## How A, B and C of HF respond when the origin moves

The tensors of HF are usually tabulated at the centre of mass, while an interaction model may place its site at F. What are the sign and size of the conversion, and how do they respond when the isotope, the site, the direction of the move or the heavy atom is changed?

### Conventions and shift rules

In Buckingham's convention, with field $F_a$ and gradient $F_{ab}$ taken at the origin, repeated indices summed, nuclei clamped and $\Theta_{ab}=\tfrac12\sum_i e_i(3r_ar_b-r^2\delta_{ab})$,

$$U=U_0-\mu_aF_a-\tfrac13\Theta_{ab}F_{ab}-\tfrac12\alpha_{ab}F_aF_b-\tfrac16\beta_{abc}F_aF_bF_c-\tfrac13A_{a,bc}F_aF_{bc}-\tfrac16B_{ab,cd}F_aF_bF_{cd}-\tfrac16C_{ab,cd}F_{ab}F_{cd}-\dots$$

Second-order perturbation theory for a non-degenerate state gives $\alpha$, $A$ and $C$ as $2\sum_n\mu\mu/\Delta E_n$, $2\sum_n\mu\Theta/\Delta E_n$ and $\tfrac23\sum_n\Theta\Theta/\Delta E_n$ in the transition moments. Move the origin by $\mathbf R$, so that $\mathbf r'=\mathbf r-\mathbf R$. For total charge $q$ the operators become

$$\hat\mu'_a=\hat\mu_a-qR_a,\qquad \hat\Theta'_{bc}=\hat\Theta_{bc}-T_{bc,d}\,\hat\mu_d+\tfrac q2(3R_bR_c-R^2\delta_{bc}),$$

with $T_{bc,d}=\tfrac32R_b\delta_{cd}+\tfrac32R_c\delta_{bd}-\delta_{bc}R_d$. The terms in $q$ are pure numbers and affect only the first-order energy. Hence $\alpha$, $\beta$ and the second hyperpolarisability $\gamma$ are invariant even for ions. $A$ and $B$ are linear in $\hat\Theta$ and $C$ is bilinear, so

$$A'_{a,bc}=A_{a,bc}-\tfrac32R_b\alpha_{ac}-\tfrac32R_c\alpha_{ab}+\delta_{bc}R_d\alpha_{ad},$$

$$B'_{ab,cd}=B_{ab,cd}-T_{cd,e}\beta_{abe},$$

$$C'_{ab,cd}=C_{ab,cd}-\tfrac13\left(T_{ab,e}A_{e,cd}+T_{cd,e}A_{e,ab}\right)+\tfrac13T_{ab,e}T_{cd,f}\alpha_{ef}.$$

Let $z$ point from F to H and $\mathbf R=R\hat{\mathbf z}$. Then $T_{zz,z}=2R$ and $T_{xz,x}=\tfrac32R$, and with $A_\parallel=A_{z,zz}$, $A_\perp=A_{x,xz}$,

$$\Delta A_\parallel=-2R\alpha_{zz},\qquad \Delta A_\perp=-\tfrac32R\alpha_{xx},\qquad \Delta B_{zz,zz}=-2R\beta_{zzz},$$

$$\Delta C_{zz,zz}=-\tfrac43RA_\parallel+\tfrac43R^2\alpha_{zz},\qquad \Delta C_{xz,xz}=-RA_\perp+\tfrac34R^2\alpha_{xx}.$$

### Inputs

Atomic units are used: $R$ in $a_0$; $\alpha$, $A$, $C$ in $e^2a_0^n/E_h$ with $n=2,3,4$; $\beta$, $B$ in $e^3a_0^n/E_h^2$ with $n=3,4$. Approximate static inputs at the centre of mass of HF, chosen near typical computed values, are $\alpha_{zz}=6.4$, $\alpha_{xx}=5.2$, $\beta_{zzz}=-9.5$, $A_\parallel=4.2$ and $A_\perp=1.0$, the last being the least secure. With $r_e\approx1.733\,a_0$ and masses 1.008 (H), 2.014 (D) and 18.998 (F), the centre of mass lies $m_{\rm H}r_e/(m_{\rm H}+m_{\rm F})=0.0873\,a_0$ from F in HF and $0.1661\,a_0$ from F in DF.

### Predictions by reasoning

An induced dipole sitting at $z=s$ has a quadrupole $\Theta_{zz}=2s\mu_z$ about the origin, so $R^*=A_\parallel/2\alpha_{zz}$ locates the centre of the axial response. Here $R^*=0.33\,a_0$, on the H side of the centre of mass. $\Delta C_{zz,zz}$ is a parabola in $R$ with slope $-\tfrac43A'_\parallel$; its minimum is at $R^*$ and it returns to zero at $2R^*=0.66\,a_0$.

**Origin to F** ($R=-0.0873$). The origin recedes from $R^*$, so $A_\parallel$ and $C_{zz,zz}$ grow, the former by $|R|/R^*$, about a quarter. Since $\beta_{zzz}<0$, $B_{zz,zz}$ falls. The quadratic term of $\Delta C_{zz,zz}$ is $|R|/2R^*=0.13$ of the linear one and has the same sign.

**H replaced by D** ($R=+0.0788$). At fixed $r_e$ the electronic problem is unchanged and only the centre of mass moves, now towards $R^*$. All signs reverse. The shifts of $A$ and $B$ are nearly the mirror image of the first case, while those of $C$ are visibly smaller because the quadratic term now opposes the linear one.

**Origin to H** ($R=+1.646$). The origin overshoots $2R^*$. Both components of $A$ turn strongly negative and the $R^2\alpha$ terms win, so $C$ rises although the move is in the same direction as for DF.

### Calculation

| New origin | $R$ | $\Delta A_\parallel$ | $\Delta A_\perp$ | $\Delta B_{zz,zz}$ | $\Delta C_{zz,zz}$ | $\Delta C_{xz,xz}$ |
|---|---|---|---|---|---|---|
| F nucleus | $-0.0873$ | $+1.1$ | $+0.68$ | $-1.7$ | $+0.55$ | $+0.12$ |
| DF centre of mass | $+0.0788$ | $-1.0$ | $-0.61$ | $+1.5$ | $-0.39$ | $-0.05$ |
| H nucleus | $+1.646$ | $-21$ | $-13$ | $+31$ | $+14$ | $+8.9$ |

These are the model's numbers, and they bear out the signs predicted. At F, $A_\parallel$ rises by 27% to 5.3 and $A_\perp$ by 68% to 1.7. The largest possible decrease of $C_{zz,zz}$ is $A_\parallel^2/3\alpha_{zz}=0.92$. $A_\perp$ vanishes at $2A_\perp/3\alpha_{xx}=0.13\,a_0$, not at $R^*$, so no origin removes $A$ altogether.

The DF row omits zero-point averaging. The mean stretch $\langle r\rangle-r_e$, approximately $0.03\,a_0$ in HF, scales as the inverse square root of the reduced mass, a factor 0.725 for DF, so the mean bond shortens by $0.008\,a_0$. An assumed $\partial A_\parallel/\partial r$ of order 10 gives a change of order 0.08, well below the origin shift of 1.0.

### Two further changes

**Direction.** Move the origin sideways, $\mathbf R=R\hat{\mathbf x}$. The origin leaves the symmetry axis, so components that vanished should appear. For $R>0$ the induced dipole lies at negative $x$, which makes $A'_{x,xx}$, $A'_{y,xy}$ and $A'_{z,xz}$ negative, and tracelessness then makes $A'_{x,yy}$ and $A'_{x,zz}$ positive. Now $T_{xx,x}=2R$, $T_{xy,y}=T_{xz,z}=\tfrac32R$ and $T_{yy,x}=T_{zz,x}=-R$. For $R=0.0873$, $A'_{x,xx}=-2R\alpha_{xx}=-0.91$, $A'_{y,xy}=-\tfrac32R\alpha_{xx}=-0.68$ and $A'_{z,xz}=-\tfrac32R\alpha_{zz}=-0.84$, while $A'_{x,yy}=A'_{x,zz}=+R\alpha_{xx}=+0.45$. Since $\beta_{zzz}<0$, $B'_{zz,xz}=-\tfrac32R\beta_{zzz}=+1.2$ is positive as well. $A_\parallel$ is unchanged because $\alpha_{xz}=0$, and since $A_{x,zz}=0$, $C_{zz,zz}$ moves only in second order, by $\tfrac13R^2\alpha_{xx}=+0.013$.

**Heavy atom.** Replace F by O$^-$, giving isoelectronic OH$^-$. The charge makes the dipole origin dependent but does not enter the rules for $A$, $B$ and $C$. The lighter O and the longer bond (mass 15.995, $r_e\approx1.822\,a_0$) put the centre of mass $0.108\,a_0$ from O. Moving the origin to O gives $\Delta\mu_z=-qR=-0.108\,ea_0$ and $\Delta A_\parallel/\alpha_{zz}=+0.216\,a_0$, against $+0.175\,a_0$ for HF. The sign is the same, and the shift itself is larger still because the more diffuse anion has the larger $\alpha_{zz}$.

### What does not respond

A point charge $Q$ on the axis at $z=D$ produces $F_z=-Q/D^2$, $F_{zz}=-2Q/D^3$ and $F_{xx}=F_{yy}=-\tfrac12F_{zz}$. With $A_{z,xx}=A_{z,yy}=-\tfrac12A_\parallel$ the induction energy is

$$U_{\rm ind}=-\frac{Q^2\alpha_{zz}}{2D^4}-\frac{Q^2A_\parallel}{D^5}-\dots$$

From the new origin the distance is $D'=D-R$, and $D'^{-4}=D^{-4}(1+4R/D+\dots)$ adds $-2R\alpha_{zz}Q^2/D^5$. The shift $\Delta A_\parallel=-2R\alpha_{zz}$ cancels it. Using the centre-of-mass $A_\parallel$ with distances taken from F therefore leaves out an attraction of $1.1\,Q^2/D^5$ in this model for a charge on the H side.